Student: I have a chain of N atoms with the mass of sodium, M = 22.99 u, joined by nearest-neighbour springs of constant K. If I change the mass, the spring, the spacing, the temperature, the range of the forces or the dimension, which way does the heat capacity go and by how much? I would like the answer before I integrate anything.

Lecturer: Conventions first. Harmonic springs, longitudinal motion only, so N modes, spacing a, periodic (Born–von Kármán) boundary conditions, N large. The dispersion is ω = ω_m |sin(qa/2)| with ω_m = 2√(K/M). I take K = 5.0 N/m as an illustrative value, chosen so that the top of the band lies near 3.6 THz, roughly where the spectrum of sodium typically ends. With M = 3.818×10⁻²⁶ kg this gives ω_m = 2.289×10¹³ s⁻¹, ω_m/2π = 3.64 THz and θ_m = ħω_m/k = 174.8 K. All numbers that follow are the model's.

A mode contributes kE(x), with x = ħω/kT and E(x) = x²eˣ/(eˣ − 1)². The modes are uniform in φ = qa/2, so with t = T/θ_m

C/Nk = (2/π) ∫₀^(π/2) E(sin φ / t) dφ.

In frequency this is the density of states g(ω) = (2N/π)/√(ω_m² − ω²). At low T expand 1/√(1 − y²) = 1 + y²/2 + 3y⁴/8 + … with y = ω/ω_m = xt, and extend the x integral to infinity. The integrals of E, x²E and x⁴E are π²/3, 4π⁴/15 and 16π⁶/21, hence

C = (2π/3) Nk t [1 + (2π²/5)t² + (6π⁴/7)t⁴ + …].

At 10 K, t = 0.0572. The prefactor is 0.1198, the two corrections are 0.0129 and 0.0009, and the full integral gives C/Nk = 0.1215, a bracket of 1.0140. That is our reference state.

Student: So C is proportional to T over θ_m, give or take a per cent. Everything is a power law and I can go home.

Lecturer: Half right. C/Nk depends on t alone, so one function controls the response to M, K and T, the logarithmic slope s = d ln C/d ln T. Since θ_m ∝ √(K/M),

d ln C/d ln M = +s/2, d ln C/d ln K = −s/2.

The sign needs no integral. For one mode d ln E/d ln T = x coth(x/2) − 2, which is positive for every x > 0, and s is the average of that quantity weighted by E. Heavier atoms always raise C and stiffer springs always lower it. But s is no constant. At low T, s ≈ 1 + (4π²/5)t², which is 1.026 at 10 K; the full integral gives 1.03. At high T it goes to zero. Put in the mass of potassium, 39.10 u, and keep the spring. What do you predict at 10 K?

Student: The mass ratio is 1.701, its root is 1.304, so θ_m drops to 134.1 K and C rises by a factor 1.304. With your slope, 1.701 to the power s/2 = 0.515 is 1.31.

Lecturer: And is the true factor above or below 1.31?

Student: Above, because t grows along the way and s grows with t in this range.

Lecturer: The integral at t = 0.0746 gives C/Nk = 0.1602, a factor 1.319, and the bracket has risen to 1.0257. This is a chain with the potassium mass on the same spring. It is no model of potassium metal, whose force constants are different as well. Now stiffen the spring by 10 per cent at the sodium mass.

Student: θ_m goes up by √1.1 to 183.4 K. The pure power law gives 1/√1.1 = 0.9535, and with s = 1.03 I get 0.9521.

Lecturer: The integral gives C/Nk = 0.1157, a factor 0.952, a change of −4.8 per cent. For a small step the local slope is all you need. Repeat both changes at 300 K.

Student: Same signs, same sizes. The scaling of θ_m doesn't know about temperature.

Lecturer: θ_m doesn't, but C does. At high T use E = 1 − x²/12 + x⁴/240 − …, and the zone averages of sin²φ and sin⁴φ, which are 1/2 and 3/8:

C/Nk = 1 − 1/(24t²) + 1/(640t⁴) − …

At 300 K, t = 1.716, the deficit 1/(24t²) is 0.01415, the next term 0.00018, and C/Nk = 0.9860 with s = 0.028. Only the deficit can respond, and it scales as K/M. The potassium mass removes the fraction 1 − 1/1.701 of it, which predicts a gain of 0.0058; the integrals give +0.58 per cent. The stiffer spring enlarges it by a tenth, and C changes by −0.14 per cent. The classical value Nk contains neither M nor K.

Student: Fractions of a per cent. Could anyone see that in a metal?

Lecturer: Not without subtracting larger terms that the model lacks. Scale against 3R = 24.94 J mol⁻¹ K⁻¹ for a crystal. With a typical electronic coefficient γ ≈ 1.4 mJ mol⁻¹ K⁻² for sodium, γT is 0.42 J mol⁻¹ K⁻¹ at 300 K, or 1.7 per cent. The anharmonic dilation term C_p − C_V = α²BV_mT, with approximate inputs α ≈ 2.1×10⁻⁴ K⁻¹ for volume expansion, B ≈ 6.3 GPa and V_m ≈ 23.8×10⁻⁶ m³/mol, is 2.0 J mol⁻¹ K⁻¹, about 8 per cent. Both exceed the harmonic mass effect. Back to 10 K: stretch the spacing a by 5 per cent and hold K fixed.

Student: Here I am sure. The sound speed is v = aω_m/2, so for an approximate a = 3.7×10⁻¹⁰ m it goes from 4.23 to 4.45 km/s. Debye says that faster sound means less heat capacity, so C falls by about 5 per cent.

Lecturer: Per atom or per metre?

Student: Does it matter?

Lecturer: It decides the answer. The integral over φ contains no a, so C per atom is unchanged at every temperature. Write the leading term per length L = Na and it becomes C/L = πk²T/(3ħv). That does change, by 1/1.05 − 1 = −4.8 per cent, because each metre holds fewer atoms. Per atom the faster sound is cancelled by the greater length, which packs the allowed q more densely. In a real solid stretching would also change K, but that is anharmonicity, and you would feed it in through −s/2. Next, double the temperature from 10 to 20 K.

Student: A factor 2 from the prefactor. The first correction quadruples to 0.0517, so 2 × 1.0517/1.0129 = 2.08.

Lecturer: The direction is right: more than 2, because g rises towards the band edge and warming uncovers modes faster than a linear dispersion would supply them. The integral gives C/Nk = 0.2570, a bracket of 1.0726 and a factor 2.12.

Student: Then I add terms until it converges.

Lecturer: It never does. The n-th correction is [(2n)!/(4ⁿ n!²)] (2n+2)! ζ(2n+2) t²ⁿ/(π²/3). At t = 0.1144 the first four are 0.0517, 0.0143, 0.0086 and 0.0089, and from there they grow without bound. We expanded g in powers of ω/ω_m and then integrated beyond ω_m, so the series is asymptotic. Successive terms stand in a ratio of roughly (2nt)², and the smallest comes near 2n ≈ 1/t. At 20 K the series cannot fix the bracket to much better than a per cent; at 10 K it is good to the fourth decimal.

Student: All those terms are positive. So a lattice always lies above Debye at the same sound speed. That sounds like a theorem.

Lecturer: For the sine dispersion it is one. Since sin φ < φ, each mode lies below the straight line vq over the same zone, and E falls as ω rises, so C exceeds the Debye value at every finite temperature; the ratio tends to 1 at both ends. But the proof uses the shape of the curve. Add a second-neighbour spring K₂ and call the first K₁:

ω² = (4/M)[K₁ sin²(qa/2) + K₂ sin²(qa)].

For small q this is ω² = v²q²[1 − β(qa)²/12], with v² = a²(K₁ + 4K₂)/M and β = (K₁ + 16K₂)/(K₁ + 4K₂). Define ω_v = 2v/a, θ_v = ħω_v/k and t_v = T/θ_v. Inverting, dq/dω = (1/v)[1 + βω²/(2ω_v²)], and the same integrals give

C = (2π/3) Nk t_v [1 + β(2π²/5)t_v² + …].

Try K₂ = −0.5 N/m with K₁ = 5.0 N/m.

Student: A negative spring? Is that chain even stable?

Lecturer: Write ω² = (4/M) sin²φ [K₁ + 4K₂cos²φ]. The bracket is at least K₁ + 4K₂ = 3.0 N/m, so it is stable. Predict.

Student: Every mode except the zone-boundary one is softened, so C rises. θ_v = 174.8 K × √0.6 = 135.4 K, and the prefactor grows by 1/√0.6 = 1.291 to 0.1547. But β = (5 − 8)/3 = −1. The correction has changed sign.

Lecturer: It has, for any K₂ below −K₁/16 = −0.31 N/m, because the branch then curves upward from its tangent. With t_v = 0.0738 the first correction is −0.0215. The next one, from a coefficient 107/72 in place of 3/8, is +0.0098, nearly half as large, so trust the sign and integrate for the size. The result is C/Nk = 0.1524: a factor 1.254 over the reference chain, smaller than your 1.291, and 0.985 of the Debye line for its own sound speed. So this lattice lies below Debye at 10 K.

Student: Last change: three dimensions. I expect T³ and the same one per cent on top.

Lecturer: T³ yes, one per cent no. Take the isotropic version: three identical branches, a sphere of radius q_D holding N wave vectors, and ω = ω_m sin(πq/2q_D). The slope at q = 0 is v = πω_m/(2q_D), while Debye's straight line ends at ω_D = vq_D, so ω_m = (2/π)ω_D at equal sound speed. The fraction of modes below ω is (q/q_D)³ = [(2/π) arcsin(ω/ω_m)]³, and its derivative gives

g(ω) = 3N (24/π³) arcsin²(ω/ω_m)/√(ω_m² − ω²).

Before expanding, which way does the relative excess go?

Student: The q² weight pushes the important modes to larger x, where the sine has bent further. So up.

Lecturer: Twice over. The series is arcsin²y/√(1 − y²) = y²(1 + 5y²/6 + …), a coefficient 5/6 in place of 1/2, and the ratio of integrals is now (16π⁶/21)/(4π⁴/15) = 20π²/7 in place of 4π²/5. So

C = 3Nk (32π/5) t³ [1 + (50π²/21)t² + …] = (12π⁴/5) Nk (T/θ_D)³ [1 + (25π⁴/42)(T/θ_D)² + …],

with θ_D = (π/2)θ_m. The coefficient of t² is 23.50 against 3.948 for the chain, a ratio of 5.95. Keeping our ω_m, θ_D = 274.6 K, and at 10 K the first correction is 0.077. The integral (24/π³)∫₀^(π/2) φ²E(sin φ/t) dφ gives C/3Nk = 0.00412 against the Debye 0.00376, a ratio 1.095, where the chain had 1.0140. The response to mass sharpens too, since s starts at 3: the potassium mass would multiply the T³ term by 1.701^(3/2) = 2.22.

Student: And at high temperature, where both go to 3Nk?

Lecturer: Compare the deficits, which are proportional to ⟨ω²⟩. The sine model has ⟨ω²⟩ = (1/2 + 3/π²)ω_m² = 0.804 ω_m², Debye has (3/5)ω_D² = 1.480 ω_m². A Debye curve fitted at high T therefore needs a temperature lower by the factor √(0.804/1.480) = 0.737, which is 202 K in place of 274.6 K. Dispersion alone makes the apparent Debye temperature depend on where you fit it.

Student: Then I can quote these numbers for sodium?

Lecturer: No. In molar terms the model gives 0.103 J mol⁻¹ K⁻¹ at 10 K, of which 0.009 is the excess over Debye, while the electronic γT is 0.014, larger than the effect we computed. More seriously, the model gives all three branches the stiffness that we tuned to the top of the spectrum, whereas the T³ term of a crystal is dominated by the slow transverse branches, which are soft in sodium. A typical low-temperature Debye temperature for sodium is about 160 K, so the model with 274.6 K underestimates the T³ term by roughly (274.6/160)³ ≈ 5. What carries over to any harmonic crystal is the structure of the response: +s/2 for a common scaling of the masses, −s/2 for a common scaling of the force constants, nothing per atom for the spacing alone, and a departure from Debye whose sign is set by the curvature of the branches.